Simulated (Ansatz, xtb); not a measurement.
**Relative energy of two isomers of CH4AlBO**

Structure I is `O=B[CH2][AlH2]`, a singlet and structure II is `[CH3][AlH][B]=O`, a singlet. Both are isolated molecules in the gas phase, relaxed with B3LYP/6-31G*; the shapes shown needn't be the lowest conformers.

I (Å):

```xyz
8

C     1.9400    0.0786    0.2081
Al    1.6271    1.6085   -1.0167
B     0.7448   -0.0778    1.1373
O    -0.2443   -0.1354    1.8393
H     2.0722   -0.8433   -0.3717
H     2.8434    0.2557    0.8049
H     2.1163    3.0531   -0.5808
H     0.9074    1.3448   -2.4054
```

II (Å):

```yaml
atoms:
  - { symbol: C, position_ang: [1.8513, -1.1918, -0.0490] }
  - { symbol: Al, position_ang: [0.9546, 0.4480, -0.6382] }
  - { symbol: B, position_ang: [-1.1465, 0.4351, -0.9017] }
  - { symbol: O, position_ang: [-2.3481, 0.4234, -1.0509] }
  - { symbol: H, position_ang: [1.6768, -2.0128, -0.7577] }
  - { symbol: H, position_ang: [1.4546, -1.5336, 0.9167] }
  - { symbol: H, position_ang: [2.9340, -1.0659, 0.0584] }
  - { symbol: H, position_ang: [1.7070, 1.8130, -0.9386] }
```

**Question.** Estimate E(II) − E(I) at the level CCSD(T)/def2-TZVP.

**Answer.** Calculated at CCSD(T)/def2-TZVP: E(II) − E(I) = +2.4 kcal/mol, so structure I lies lower.

The same difference at several levels:

| level | geometry | E(II) − E(I) (kcal/mol) | departure from the last row (kcal/mol) | job, with rough time for the two |
| --- | --- | --- | --- | --- |
| GFN2-xTB | GFN2-xTB | +17.6 | +15.2 | optimisation, 0.26 s |
| HF/STO-3G | GFN2-xTB | −2.9 | −5.3 | single point, 0.42 s |
| r2SCAN-D4/def2-SVP | GFN2-xTB | +4.5 | +2.1 | single point, 4 s |
| B3LYP/6-31G* | B3LYP/6-31G* | +3.2 | +0.7 | optimisation, 73 s |
| HF/def2-TZVP | B3LYP/6-31G* | +4.5 | +2.1 | part of the CCSD(T) run |
| MP2/def2-TZVP | B3LYP/6-31G* | +3.5 | +1.1 | part of the CCSD(T) run |
| CCSD(T)/def2-TZVP | B3LYP/6-31G* | +2.4 |  | single point, 58 s |

As drawn, II has 1 Al–B, 1 C–H in place of 1 C–B, 1 Al–H.

HF/STO-3G puts the two in the other order. The largest departure from CCSD(T)/def2-TZVP is that of GFN2-xTB, 15.2 kcal/mol.

With harmonic frequencies from B3LYP/6-31G* (ideal gas, rigid rotor, one conformer each, 298.15 K, 1 atm): on the last row, ΔE + ΔZPE = +4.0 kcal/mol. A mode under 50 cm⁻¹ makes harmonic enthalpies and free energies unreliable, so none is given.

The correlated steps freeze 8 core orbitals. Run with Ansatz 0.2.0, xtb 6.7.1; the last row on 1 thread of AMD EPYC 7R43 64-Core Processor (Zen 3) on a shared host.

Structure I is modestly favoured, and the small gap reflects a near-cancellation of bond energies. Moving from I to II gains a strong C–H bond in place of a weaker Al–H bond, but gives up a robust C–B bond for a softer Al–B bond with poorer orbital overlap. The loss is probably tempered by the character of the BO group, which resembles cyanide: it keeps its short, multiple B–O bond in both isomers and draws charge from electropositive aluminium, giving the Al–B bond some polar stabilisation.

Zero-point energy widens the preference to +4.0 kcal/mol, as expected when a stiff C–H oscillator replaces a soft Al–H one. Hartree–Fock already gives the coupled-cluster ordering in the larger basis, so the reversal with STO-3G points mainly to the inflexible minimal basis rather than to missing correlation. The ordering concerns isolated monomers only; both contain an electron-deficient, three-coordinate aluminium centre, and association through bridging hydrogen or oxygen could easily outweigh so small a difference.
